For a strain of a few per cent, the natural expectation is that a band gap shifts in proportion to the strain. Compute the gap at one or two strains, take the slope (the deformation potential), and every other strain follows. For wurtzite MgS this works very well on one side of zero and fails badly on the other.

Wurtzite MgS (P6_3mc, a = 4.029 Å, c = 6.415 Å) under strain, computed with Ansatz 0.2.0: scalar-relativistic DFT with PBEsol, plane-wave PAW, no spin polarisation, 420 eV cutoff and Gaussian smearing of 0.02 eV. Atoms are relaxed at each strain. Volume and c changes are relative to the unstrained crystal, and band gaps are taken on the k mesh.

| strain kind | strain (%) | k mesh | cell freedom | volume change (%) | c change (%) | strained space group number | band gap (eV) |
| --- | --- | --- | --- | --- | --- | --- | --- |
| biaxial ab | -4.5 | 6×6×4 | length and tilt of c free | -4.63 | 4.57 | 186 | 3.340 |
| biaxial ab | -3.0 | 6×6×4 | length and tilt of c free | -2.95 | 3.14 | 186 | 3.412 |
| biaxial ab | -1.5 | 6×6×4 | length and tilt of c free | -1.38 | 1.65 | 186 | 3.446 |
| biaxial ab | 1.5 | 6×6×4 | length and tilt of c free | 1.20 | -1.77 | 186 | 3.117 |
| biaxial ab | 3.0 | 6×6×4 | length and tilt of c free | 1.87 | -3.97 | 186 | 2.933 |
| biaxial ab | 4.5 | 6×6×4 | length and tilt of c free | 0.46 | -8.00 | 186 | 2.748 |
| shear ca | 1.5 | 9×9×4 | cell held, c moved along a by strain times its height | 0.00 | 0.01 | 9 | 3.295 |
| shear ca | 3.0 | 9×9×4 | cell held, c moved along a by strain times its height | 0.00 | 0.05 | 9 | 3.273 |
| shear ca | 4.5 | 9×9×4 | cell held, c moved along a by strain times its height | 0.00 | 0.10 | 9 | 3.242 |
| shear ca | 6.0 | 9×9×4 | cell held, c moved along a by strain times its height | 0.00 | 0.18 | 9 | 3.205 |
| shear ca | 9.0 | 9×9×4 | cell held, c moved along a by strain times its height | 0.00 | 0.40 | 9 | 3.118 |

## What happens

Take the biaxial rows first, in which the a–b plane is stretched or squeezed and c is free to respond. A straight line through the gaps at +1.5 and +4.5 % has a slope of −0.123 eV per % of strain. It meets the row at +3.0 % and the gap of the unstrained crystal, 3.302 eV, to within 1 meV. Someone who had computed only tension would have every reason to trust it.

Carried into compression, the same line is 0.04 eV too high at −1.5 % and 0.5 eV too high at −4.5 %. The gap doesn't just rise more slowly there. It reaches its highest value in the table, 3.446 eV, at −1.5 % and then falls.

The way the slope changes tells what kind of failure this is. If the response were merely somewhat non-linear, the slope would drift along the whole series. Here it is constant throughout tension and reverses within a narrow range of compression. Such a bend suggests that the gap is measured from one electronic level on one side and from another level on the other.

## Why the gap has a kink

The top of the valence band in MgS is made mostly of sulfur 3p orbitals. In a cubic crystal the three p orbitals would have the same energy there. Wurtzite has a special axis, c, which sets the orbital along it, $p_z$, apart from the pair $p_x$ and $p_y$ in the plane. The gap is counted from whichever of the two levels is higher, so it is the smaller of two smooth functions of strain. Where the levels cross, it has a kink.

Strain moves the two levels in opposite directions, for a simple chemical reason. In the band state at the zone centre, where both band edges lie, the p orbitals of neighbouring sulfur atoms point the same way. The positive lobe of one atom then faces the negative lobe of the next, which is antibonding along the direction of the orbital. Bringing the atoms closer along that direction pushes the level up.

Stretching the a–b plane shortens c, so $p_z$ rises and the gap shrinks. Squeezing the plane lengthens c, so $p_z$ sinks while $p_x$ and $p_y$ climb. At first the sinking $p_z$ level is still the highest, and the gap widens. Once the in-plane pair has overtaken it, further compression narrows the gap.

The two sides need not be equally steep. To first order, a change of shape moves the single level twice as far as each member of the pair. A change of volume shifts the conduction edge against both, and normally widens the gap when the crystal shrinks. In compression this works against the rising pair, which fits the gentle slope found there.

The computed gaps place the crossing near −1.2 % strain, where c/a is about 1.63. That is the ratio of ideal wurtzite, $\sqrt{8/3}\approx1.63$, at which the sulfur atoms have equally distant neighbours within the plane and out of it. The unstrained crystal, with c/a of 1.59, is slightly flattened and so starts with $p_z$ on top. Wurtzite is not cubic even at that ratio, so the levels need not meet exactly there, but a crossing so close to it supports the picture. The orbital characters themselves are inferred from theory and not read from the calculation.

## The same two levels under shear

The shear rows test the idea in another way. Here the linear rule fails from the start: a slope taken from the row at 1.5 % predicts a fall of about 0.04 eV at 9 %, whereas the gap falls by $3.302-3.118=0.184$ eV. The reason is symmetry. A mirror plane of the unstrained crystal turns a shear towards +a into one towards −a, so both must give the same gap, and no linear term can survive.

The next remedy to try is a parabola, and it also fails in the end. To see where, one can use the energies of the band edges, which the same runs print although the table doesn't show them. Comparing them between runs assumes that the program's zero of energy stays put, which is reasonable here because this shear leaves the volume unchanged. The unstrained reference has the 6×6×4 mesh, but the gaps of the shear rows head for the same 3.302 eV at zero shear. Scaled up from the row at 3 %, the parabola overestimates the rise of the valence edge at 9 % by 54 %. For the conduction edge in the same runs the excess is only 6 %. The conduction edge is expected to be a single level with no close partner, so the contrast points to the valence band as the place where the parabola breaks down.

The likely cause is mixing, which the lower symmetry of the sheared crystal allows. The shear shortens one diagonal between a and c and lengthens the other, and the topmost p orbital tilts towards the shortened one. With $D$ for the splitting of the two levels, $s$ for the shear in % and $V$ for the coupling per %, two interacting levels give a rise of the upper one by

$$R=\sqrt{\tfrac{D^2}{4}+V^2s^2}-\tfrac{D}{2},\qquad\text{or}\qquad R^2+RD=V^2s^2 .$$

For small shear this is a parabola. Once $Vs$ exceeds $D/2$, the orbital has tilted more than half of the way it can, and the level gradually goes over to a straight line.

The rows at 3 and 9 % fix the two constants, with $D=0.188$ eV. At 9 % the edge has risen by 0.138 eV, so $(9V)^2=0.138^2+0.138\times0.188=0.045$ and $9V=0.21$ eV. At 6 %, a row not used to set the constants, $6V=0.14$ eV and

$$R=\sqrt{0.094^2+0.14^2}-0.094\approx0.075\ \text{eV}.$$

The calculation gives 0.076 eV. The coupling reaches half the splitting at about 4 % shear, which is where a parabola stops being a safe guide.

## How far the picture can be trusted

Both kinds of strain should reveal the same splitting in the unstrained crystal. Carrying the compressed biaxial branch back to zero strain gives 0.14 to 0.18 eV, depending on whether it is drawn curved or straight. The valence edge under shear gives 0.19 eV, but the same analysis applied to the whole gap gives 0.34 eV, because it also counts the separate shift of the conduction edge. The values from 0.14 to 0.19 eV are therefore the better guide, though the one from shear rests on the assumption that the zero of energy stays put. The printed analysis after this text lists these estimates together with the misses of the model.

Two straight branches don't describe compression fully either. Between −3.0 and −4.5 % the gap falls about twice as steeply as between −1.5 and −3.0 %, so the in-plane branch is itself curved.

The straight line in tension needs care as well. For each per cent of stretch, c shrinks by 1.2 % at the start but by 1.8 % on average at +4.5 %. The crystal thus flattens more than in proportion while the gap keeps its slope. The volume can make up the difference: it grows at first, which adds to the fall of the gap, but by +4.5 % it has shrunk most of the way back. The straight line would then be the sum of two curved contributions whose bends happen to cancel, not the sign of a simple response. That slope describes a film whose thickness is free to adjust; it is not a material constant that can be carried over to a crystal held at fixed c.

Near the crossing, the neglect of spin–orbit coupling matters most. It mixes $p_z$ with part of the in-plane pair and would soften the change of slope, probably on a scale of some tens of meV. The gaps as such are also too small, a known error of PBEsol, so the changes deserve more trust than the absolute values.

## What to do about it

- **Compute both signs of strain.** A perfect line in tension gave no hint of the reversal that begins little more than 1 % into compression.
- **Look at slopes between neighbouring rows.** A slow drift calls for a curved fit. A sudden change calls for two separate branches, because one smooth curve would blur the kink.
- **Estimate the safe range in advance.** Divide the splitting of the top valence levels by the rate at which strain closes it. With slopes and splitting read from the finished biaxial rows, the levels approach at $0.123+0.023\approx0.15$ eV per %, and 0.18 eV is used up after 1.2 %. This only restates the crossing found above; a real forecast needs the levels of the unstrained crystal and their shifts under one small strain.
- **Follow the levels by their orbital character.** Under biaxial strain each level changes smoothly even where the gap does not, so each can have a deformation potential of its own. Under shear the characters mix, and the two levels have to be treated together.
- **For shear, use several amplitudes.** One small shear fixes the initial curvature but not the point at which the parabola gives way.

Output of the analysis:

```
slope of the gap in tension, +1.5 to +4.5 %, eV per %: -0.123
tension line at zero strain less unstrained gap, meV: -0.456
tension line less computed gap, biaxial rows in order, eV: 0.515, 0.2585, 0.04, 0, -0.0005, 0
slope of the gap from -4.5 to -3 %, eV per %: 0.048
slope of the gap from -3 to -1.5 %, eV per %: 0.02267
slope of the gap from -1.5 to 0 %, eV per %: -0.09603
fall of the gap from 0 to +4.5 % biaxial, eV: 0.554
biaxial strain where the two branches cross, %: -1.225
c/a of the unstrained cell: 1.592
c/a at the crossing: 1.634
shrinking of c per % of in-plane strain, biaxial rows in order, %: 1.016, 1.047, 1.1, 1.18, 1.323, 1.778
splitting at zero strain, compressed branch carried on straight, eV: 0.178
splitting at zero strain, compressed branch carried on curved, eV: 0.14
rise of the valence edge at 9 % shear, eV: 0.1377
parabola from the 3 % shear row, excess at 9 % for the valence edge, %: 54
parabola from the 3 % shear row, excess at 9 % for the conduction edge, %: 6.235
splitting from the valence edge under shear, eV: 0.1878
two-level rise less computed rise, shear rows in order, meV: 0.6368, 0, -0.4269, -0.5575, 0
splitting if the whole gap is used instead, eV: 0.343
```
